The ordinary Hellmann–Feynman theorem says that for a normalised eigenstate ψ of H(λ) with a non-degenerate energy E(λ), dE/dλ = ⟨ψ|H′|ψ⟩, where H′ = dH/dλ. At a degenerate level the phrase "the eigenstate" has no unique meaning. This guide derives what replaces the theorem there and applies it to hydrogen in an electric field. At each line marked Predict, write down your answer before reading on.

1. Premises and tools

(P1) H(λ) is a Hermitian matrix of finite size in an orthonormal basis that does not depend on the real parameter λ. The point of interest is λ = 0.

(P2) H(λ) = H0 + V, with V = λH′ + R(λ) and ‖R(λ)‖ ≤ cλ² near λ = 0. The norm ‖A‖ of a Hermitian matrix is its largest eigenvalue in magnitude, and v = ‖V‖ ≤ |λ| ‖H′‖ + cλ².

(P3) H0 has an eigenvalue E0 of multiplicity g, and every other eigenvalue of H0 is at least Δ > 0 away from E0.

Let |1⟩, …, |g⟩ be any orthonormal basis of the degenerate space, P = Σ_i |i⟩⟨i| its projector and Q = 1 − P. Define the g × g Hermitian matrix

W_ij = ⟨i|H′|j⟩,   (1)

with eigenvalues in ascending order w_1 ≤ w_2 ≤ … ≤ w_g and orthonormal eigenvectors φ_k. Nothing is assumed about the smoothness of eigenvalues or eigenvectors; that is what has to be found.

One tool is needed. By the min–max principle the k-th eigenvalue of a Hermitian A, counted from below, is the minimum over k-dimensional subspaces of the largest quotient ⟨x|A|x⟩/⟨x|x⟩ in the subspace. Adding a Hermitian B changes every quotient by at most ‖B‖, and raises none if B is negative semidefinite. Two facts follow. (T1) The k-th eigenvalue moves by at most ‖B‖ (Weyl's inequality). (T2) It does not rise if B is negative semidefinite.

Predict: the usual proof differentiates E = ⟨ψ|H|ψ⟩ and cancels the terms in dψ/dλ. Which hidden assumption fails if ψ is an arbitrary vector of the degenerate space?

The proof needs a differentiable family ψ(λ) of eigenvectors that passes through the chosen vector at λ = 0. Suppose such a family exists. Differentiating Hψ = Eψ at λ = 0 gives (H0 − E0)ψ′ + (H′ − E′)ψ = 0. Multiply by ⟨i|. The first term vanishes because ⟨i|H0 = E0⟨i|, which leaves Σ_j W_ij a_j = E′ a_i for ψ = Σ_j a_j|j⟩. So a family exists at most for eigenvectors of W. This suggests the result but does not prove it, since it neither shows that such families exist nor counts them.

2. Reduction to g dimensions

Write an eigenvector of H(λ) as ψ = p + q with p = Pψ, q = Qψ, and its energy as E0 + ε. Since H0 commutes with P, PH0Q = 0 and PH0P = E0 P. Projecting Hψ = (E0 + ε)ψ with P and with Q gives

PVP p + PVQ q = ε p,   (2a)
(E0 + ε − QHQ) q = QVP p.   (2b)

Predict: under what condition can (2b) be solved for q, and how large is the inverse?

Restrict to the window |ε| ≤ Δ/4 and to λ small enough that v ≤ Δ/8. On the Q space the eigenvalues of QH0Q are at least Δ from E0. By (T1) those of QHQ are at least Δ − v from E0, since ‖QVQ‖ ≤ v, and so at least Δ − Δ/8 − Δ/4 > Δ/2 from E0 + ε. The inverse G(ε) = (E0 + ε − QHQ)⁻¹ on the Q space exists, is Hermitian, and has ‖G‖ ≤ 2/Δ. Then q = G QVP p, and (2a) becomes

[λW + M(ε)] p = ε p,   M(ε) = PRP + PVQ G(ε) QVP,   (3)

‖M(ε)‖ ≤ cλ² + 2v²/Δ.   (4)

The steps are reversible. Any solution p of (3) gives the eigenvector p + G QVP p of H, and p = 0 forces q = 0. The eigenspace of H at E0 + ε therefore has the same dimension as the solution space of (3).

3. Counting the roots

Equation (3) is not an ordinary eigenvalue problem, because M depends on ε. Let μ_k(ε) be the k-th eigenvalue of λW + M(ε) at fixed ε. The eigenvalues of H in the window are the solutions of μ_k(ε) = ε.

Predict: how many solutions does each k supply? Find the sign of dM/dε first.

Differentiating (E0 + ε − QHQ)G = 1 gives dG/dε = −G², so dM/dε = −(GQVP)†(GQVP), which is negative semidefinite. By (T2) μ_k(ε) does not increase with ε, and by (T1) it is continuous. The function f_k(ε) = μ_k(ε) − ε is thus continuous and strictly decreasing. Because λW + M = PVP + PVQ G QVP, we have |μ_k| ≤ v + 2v²/Δ ≤ Δ/8 + Δ/32 < Δ/4, so f_k is positive at ε = −Δ/4 and negative at +Δ/4. Each k has exactly one root ε_k. From f_k ≤ f_(k+1) the roots are ordered, ε_1 ≤ … ≤ ε_g. The multiplicity of a root in (3) is the number of k that share it, so the ε_k are all the eigenvalues of H − E0 in the window, with the right multiplicities. Call E_k(λ) = E0 + ε_k the ordered levels.

4. The slopes

Now ε_k = μ_k(ε_k) is the k-th eigenvalue of λW + M(ε_k). By (T1) it differs from the k-th eigenvalue of λW by at most the bound (4), which is of order λ².

Predict: what is the k-th eigenvalue of λW, counted from below, when λ is negative?

Multiplying by a negative number reverses the order, so it is λw_(g+1−k). Hence

E_k(λ) = E0 + λ w_k + O(λ²) for λ > 0,
E_k(λ) = E0 + λ w_(g+1−k) + O(λ²) for λ < 0.   (5)

Dividing by λ and letting λ → 0 from each side gives the one-sided derivatives

dE_k/dλ at 0⁺ = w_k,   dE_k/dλ at 0⁻ = w_(g+1−k).   (6)

Join the ordered level k for λ > 0 to the ordered level g+1−k for λ < 0. By (6) the joined curve is differentiable at λ = 0 with slope w_k. These g curves are the branches that pass through the crossing, and their slopes are the eigenvalues of W:

slope of branch k = w_k = ⟨φ_k|H′|φ_k⟩.   (7)

This is the Hellmann–Feynman theorem at a degeneracy. The expectation-value form survives, but only in the eigenvectors of W.

Those vectors are also the limits of the true eigenvectors when w_k is simple. On branch k, dividing (3) by λ and using (4) and (5) gives (W − w_k)p = O(λ). The component of p along φ_j, j ≠ k, is then O(λ)/|w_j − w_k|, and q = G QVP p is O(λ) too. If several w are equal, every unit vector of that eigenspace of W gives the same slope, and W alone does not select the limiting vectors.

5. What depends on the basis

A change of orthonormal basis in the degenerate space sends W to U†WU with U unitary. The eigenvalues w_k are unchanged, as they must be, since by (6) they are properties of the spectrum of H.

Predict: are the diagonal elements W_ii unchanged? Is any weighted sum Σ_i c_i W_ii unchanged?

Insert W = Σ_k w_k|φ_k⟩⟨φ_k|:

W_ii = Σ_k |⟨φ_k|i⟩|² w_k.   (8)

The weights are non-negative and add up to one, so a diagonal element is a weighted mean of slopes. It lies between w_1 and w_g, and a suitable |i⟩ gives any value in that interval. It is in general not the slope of any branch. Summing (8) over i, with Σ_i |⟨φ_k|i⟩|² = 1, gives

Σ_i W_ii = Tr W = Σ_k w_k = d/dλ Σ_k E_k.   (9)

The last derivative is two-sided, because the sum in (5) does not notice the reversal of order. The trace is also the only such combination, up to a factor. Exchanging |i⟩ and |j⟩ is a unitary change of basis, and it alters Σ c_i W_ii by (c_i − c_j)(W_jj − W_ii). Unless W is a multiple of the unit matrix there is a basis with W_ii ≠ W_jj, so invariance forces c_i = c_j. Other invariants exist, such as Tr W² = Σ_k w_k² = Σ_ij |W_ij|², but they need the off-diagonal elements.

6. The lowest level

Predict: put k = 1 in (6). Which eigenvalue is the slope on the left of the crossing, and does the kink point up or down?

For the lowest of the g ordered levels,

dE_1/dλ at 0⁺ = w_1 (smallest),   dE_1/dλ at 0⁻ = w_g (largest).   (10)

On the left the lowest level is the branch that rises fastest towards the crossing, and on the right it is the branch with the smallest slope. The slope drops by w_g − w_1 ≥ 0, so the kink points upward like a roof ridge, and E_1 is differentiable only if W is a multiple of the unit matrix. The highest level has the two slopes exchanged.

Three consequences matter in computations. A symmetric difference quotient [E_1(δ) − E_1(−δ)]/(2δ) tends to (w_1 + w_g)/2 by (5), which need not be a slope of anything. A force or dipole evaluated in a statistical mixture ρ on the degenerate space, Tr(ρW), lies in [w_1, w_g] by the argument of (8), and the equal-weight mixture gives Tr W/g, the slope of the mean energy. With several parameters λ_a = λn_a along a unit vector n, W becomes Σ_a n_a W_a. Its smallest eigenvalue is in general not linear in n, so E_1 has directional derivatives but no gradient.

7. Hydrogen, n = 2, in a uniform field

Take the non-relativistic, spin-free atom with a fixed nucleus. The electron has charge −e, the field F points along +z, its potential is −Fz, and

H(F) = H0 + eFz,   λ = F,   H′ = ez,   R = 0.

Slopes have the unit J/(V/m) = C·m. With ρ = r/a0 from here on (a0 is the Bohr radius, Eh the Hartree energy), the level E0 = −Eh/8 has g = 4 with

2s = (32π a0³)^(−1/2) (2 − ρ) exp(−ρ/2),
2p0 = (32π a0³)^(−1/2) ρ exp(−ρ/2) cos θ,
2p±1 = ∓(64π a0³)^(−1/2) ρ exp(−ρ/2) sin θ exp(±iφ).

Predict: how many of the sixteen elements of W can differ from zero?

The operator z is odd under inversion, so it connects only s with p, and all diagonal elements vanish. It commutes with L_z, so it conserves m. Only the pair 2s, 2p0 remains. With ∫ρⁿ exp(−ρ)dρ = n! over 0 to ∞,

⟨2s|ez|2p0⟩ = e a0 (1/32π) × ∫(2 − ρ)ρ⁴ exp(−ρ)dρ × 2π∫cos²θ sin θ dθ
= e a0 (1/32π) × (48 − 120) × (4π/3) = −3 e a0.

The sign depends on the phases chosen above; the eigenvalues do not. The characteristic polynomial of W is w²(w² − 9e²a0²), so

w = −3ea0, 0, 0, +3ea0,

that is −3, 0, 0, +3 in the atomic unit ea0 = 8.478 × 10⁻³⁰ C·m, and 3ea0 = 2.54 × 10⁻²⁹ C·m. The eigenvector for −3ea0 is (2s + 2p0)/√2. By (7) it has ⟨z⟩ = −3a0: the electron is displaced against the field, and the dipole −e⟨z⟩ = +3ea0 points along it. The vector (2s − 2p0)/√2 is its mirror image.

Predict: what would a program report if it applied the non-degenerate formula to 2s, 2p0 and 2p±1 as they stand, or to rotated orbitals?

It would report four zeros, two of them wrong as slopes, with the correct sum Tr W = 0. For the rotated pair cos χ 2s + sin χ 2p0 and −sin χ 2s + cos χ 2p0 the diagonal elements are −3ea0 sin 2χ and +3ea0 sin 2χ. At χ = 30° they are ∓2.60 ea0 = ∓2.20 × 10⁻²⁹ C·m, which are slopes of no branch, while their sum is still zero. The invariant Tr W² = 18 e²a0² shows the splitting that the trace hides.

The lowest level is E_1 = E0 − 3ea0|F| to first order. Its slope is +2.54 × 10⁻²⁹ C·m for F → 0⁻ and −2.54 × 10⁻²⁹ C·m for F → 0⁺, a drop of 5.09 × 10⁻²⁹ C·m, as (10) requires. The symmetric difference quotient returns zero. For a field in any direction rotational symmetry gives the same w, so E_1 is a cone over the space of field vectors.

At F = 1.0 × 10⁷ V/m the outer branches move by ∓2.54 × 10⁻²² J, which is 384 GHz after division by h, and they are 768 GHz apart. The gap to n = 3 is Δ = (1/8 − 1/18)Eh = 5Eh/72, or 457 THz, and the shift is 8.4 × 10⁻⁴ of it.

8. Range of validity

Smoothness. If H is only once differentiable, R is o(λ), the same argument gives (5) with o(λ), and (6) to (10) stand. Away from λ = 0 the linear law is useful while the term M in (3) is small against λ times the spacing of the w.

Moving basis. If the basis depends on λ, let S = 1 + λS′ + … be its overlap matrix, orthonormal at λ = 0. The matrix S^(−1/2) H S^(−1/2) has the required eigenvalues and satisfies (P1). Its derivative is H′ − (S′H0 + H0S′)/2, with H′ now the derivative of the matrix, and projection on the degenerate space gives W_ij = ⟨i|H′ − E0 S′|j⟩.

Exact degeneracy. If the g states are split by a small δ at λ = 0, each sublevel obeys the theorem on its own, and the w of the whole group describe the slopes only where |λ|(w_g − w_1) ≫ δ.

For hydrogen four neglected effects have to be sized at F = 1.0 × 10⁷ V/m, where f = e a0 F/Eh = 1.94 × 10⁻⁵.

Predict: which is largest, the term in F², the nuclear motion, ionisation by the field, or the relativistic splitting?

(a) Second order. To leading order M = F² P ez G0 ez P, with G0 = (E0 − QH0Q)⁻¹ on the Q space. For ψ = 2p+1, which is alone in its m sector within the level, the function χ1 = G0 ez ψ solves (H0 − E0)χ1 = −ezψ. The product zψ has pure l = 2. On ρᵏ exp(−ρ/2) with l = 2, (H0 − E0)/Eh gives {[3 − k(k+1)/2]ρ^(k−2) + (k−1)ρ^(k−1)/2} exp(−ρ/2), that is ρ/2 for k = 2 and −3ρ + ρ² for k = 3, times the exponential. Matching to the source −ρ² gives χ1 = −(e/Eh)(6 + ρ) zψ. With ⟨ρ²⟩ = 30, ⟨ρ³⟩ = 210 and ⟨cos²θ⟩ = 1/5, the shift is F²⟨ψ|ez|χ1⟩ = −[(6 × 30 + 210)/5] f²Eh = −78 f²Eh, or −0.194 GHz. The same matching, with the n = 2 component of the source removed by Q, gives diagonal elements of M equal to −60 f²Eh for 2s and −108 f²Eh for 2p0. The element between them vanishes by parity, so both outer branches get the mean, −84 f²Eh, or −0.209 GHz. Relative to the linear shift 3fEh this is 28f = 5.4 × 10⁻⁴, and it cancels in their separation.

(b) Nuclear mass. The reduced mass replaces a0 by a0(1 + me/mp), a relative change of 5.4 × 10⁻⁴, or 0.4 GHz in the separation.

(c) Ionisation. The operator z is unbounded, and eFz falls without limit towards z → −∞, so in the full space the levels turn into resonances at any F ≠ 0 and (P1) fails. The theorem applies in any finite basis, where (4) is a crude bound because ‖z‖ grows with the extent of the basis; the explicit terms in (a) give the real size of M. At distance s down-field the potential −Eh a0/s − eFs has the maximum −2Eh√f, which reaches −Eh/8 at f = 1/256, or F = 2.0 × 10⁹ V/m. Far below this field the escape is by tunnelling. With κ = 1/(2a0) and the Coulomb tail dropped, the exponent is 2∫√(κ² − 2 me eFs/ħ²) ds = 1/(12f), taken from s = 0 to the turning point, about 4.3 × 10³ here. The widths are negligible.

(d) Fine structure, the largest. Taken as a given input, the leading term of the Dirac formula puts 2p3/2 above the j = 1/2 states by δ = α²Eh/32, or 10.9 GHz, with α the fine-structure constant. This is 0.029 of the 384 GHz shift and equals 3ea0F at F = 2.9 × 10⁵ V/m. Well below that field the degenerate set is 2s1/2 with 2p1/2. The state 2p1/2 with m_j = 1/2 contains 2p0 with spin up with weight 1/3, so the theorem gives slopes ±3ea0/√3 = ±√3 ea0. The Lamb shift L, approximately 1.06 GHz as a typical input, separates these two as well. The coupling √3 ea0 F equals L/2 at about 2.4 × 10⁴ V/m, and at F = 0 itself every degenerate set of the real atom has a single parity, so W = 0 and all slopes vanish. At 10⁷ V/m the fine-structure operator, being even under inversion, has the same expectation value in (2s ± 2p0)/√2. It moves both outer branches together by an amount of order δ and changes their separation only at order δ²/(3ea0F), about 0.3 GHz.

The slopes −3ea0, 0, 0, +3ea0 and the kink at F = 0 are thus exact for the non-relativistic model with a fixed nucleus. For the real atom they describe the window 2.9 × 10⁵ V/m ≪ |F| ≪ 2.0 × 10⁹ V/m. At 1.0 × 10⁷ V/m the individual shifts are supported to about ∓0.38 THz with an offset of order 0.01 THz, and the separation of the outer branches, 0.77 THz, is affected by the neglected terms at the level of one part in a thousand.